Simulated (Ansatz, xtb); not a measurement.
**AlFH2S2: which of two conformers lies lower**

We compare a, `[F][Al]([SH])[SH]`, a singlet, with b, `[F][Al]([SH])[SH]`, a singlet. Both are isolated molecules in the gas phase, relaxed with PBE0-D4/def2-SVP.

a (Å):

```json
{"atom": "Al", "x (Å)": "-2.0510", "y (Å)": "-0.2981", "z (Å)": "1.7255"}
{"atom": "F", "x (Å)": "-3.1934", "y (Å)": "0.0144", "z (Å)": "2.8875"}
{"atom": "S", "x (Å)": "-1.0503", "y (Å)": "1.4153", "z (Å)": "0.8421"}
{"atom": "S", "x (Å)": "-1.6952", "y (Å)": "-2.3825", "z (Å)": "1.2294"}
{"atom": "H", "x (Å)": "-0.2824", "y (Å)": "0.6618", "z (Å)": "0.0237"}
{"atom": "H", "x (Å)": "-0.7505", "y (Å)": "-2.0975", "z (Å)": "0.3057"}
```

b (Å):

```xyz
6

Al   -0.0161   -0.0514   -0.0226
F    -0.7973   -1.4311   -0.5268
S     2.1389   -0.0727    0.2094
S    -1.1713    1.7354    0.3907
H     2.2238   -1.3674   -0.1738
H    -2.3361    1.1231    0.0769
```

Energies in hartree; the thermal terms are from PBE0-D4/def2-SVP harmonic frequencies (ideal gas, rigid rotor, one conformer each, 298.15 K, 1 atm) and include the zero-point energy:

```
                               a            b
E, CCSD(T)/def2-SVP  −1137.902137  −1137.903393
    E, MP2/def2-SVP  −1137.852524  −1137.854000
  E, MP2/def2-TZVPP  −1138.518379  −1138.518901
  zero-point energy      0.021766      0.021716
       H(298 K) − E      0.029268      0.029208
       G(298 K) − E     −0.008824     −0.008868
```

Correct the CCSD(T) difference for the basis set by the MP2 change, then work out ΔE, ΔE₀, ΔH and ΔG for a → b in kJ/mol (1 Eh = 2625.50 kJ/mol) and the equilibrium ratio [b]/[a].

1. Differences b − a: CCSD(T) −0.001256, MP2 in the small set −0.001476, MP2 in the large set −0.000522 Eh.
2. ΔE = −0.001256 + (−0.000522 − (−0.001476)) = −0.000302 Eh = −0.79 kJ/mol.
3. ΔE₀ = ΔE + ΔZPE = −0.000302 + (−0.000050) Eh = −0.92 kJ/mol.
4. ΔH = ΔE + (−0.000060) Eh = −0.95 kJ/mol.
5. ΔG = ΔE + (−0.000044) Eh = −0.91 kJ/mol, so ΔS = (ΔH − ΔG)/T = −0.1 J/(mol K).
6. kT = 0.9442 mEh, so K = [b]/[a] = exp(−ΔG/kT) = exp(+0.37) ≈ 1.4.

The two are too close for this level to say which is favoured. An error of 4 kJ/mol in ΔG would change K by a factor of 5. Mirror images and further conformers aren't counted.

Other levels gave ΔE = −3.7 (PBE0-D4/def2-SVP); −3.4 (HF/def2-SVP); −3.9 (MP2/def2-SVP); −3.3 (CCSD(T)/def2-SVP) kJ/mol. The correlated steps freeze 16 core orbitals. Programs: Ansatz 0.2.0.

The two conformers are planar and differ in where the S–H bonds point: in a both hydrogens turn away from fluorine and towards each other, while in b both lie on the fluorine side. Each arrangement leaves a sulfur p lone pair able to donate weakly into the empty aluminium 3p orbital, so the bonding is nearly the same and the zero-point and thermal terms almost cancel.

What remains may be largely electrostatic, though no energy decomposition was done to test this. In b the positive hydrogens face the negative fluorine, whereas in a the in-plane sulfur lone pairs do; this probably accounts for the small lean towards b. The F···H contacts are too long for real hydrogen bonds.

In the small basis, HF and CCSD(T) nearly agree, at −3.4 and −3.3 kJ/mol, so correlation hardly matters to the difference. Enlarging the basis removes most of it, which suggests that the small set describes the polarity of the fluorine and sulfur lone pairs poorly. The bond dipoles partly cancel in b and reinforce in a, so a polar solvent could reverse the order.
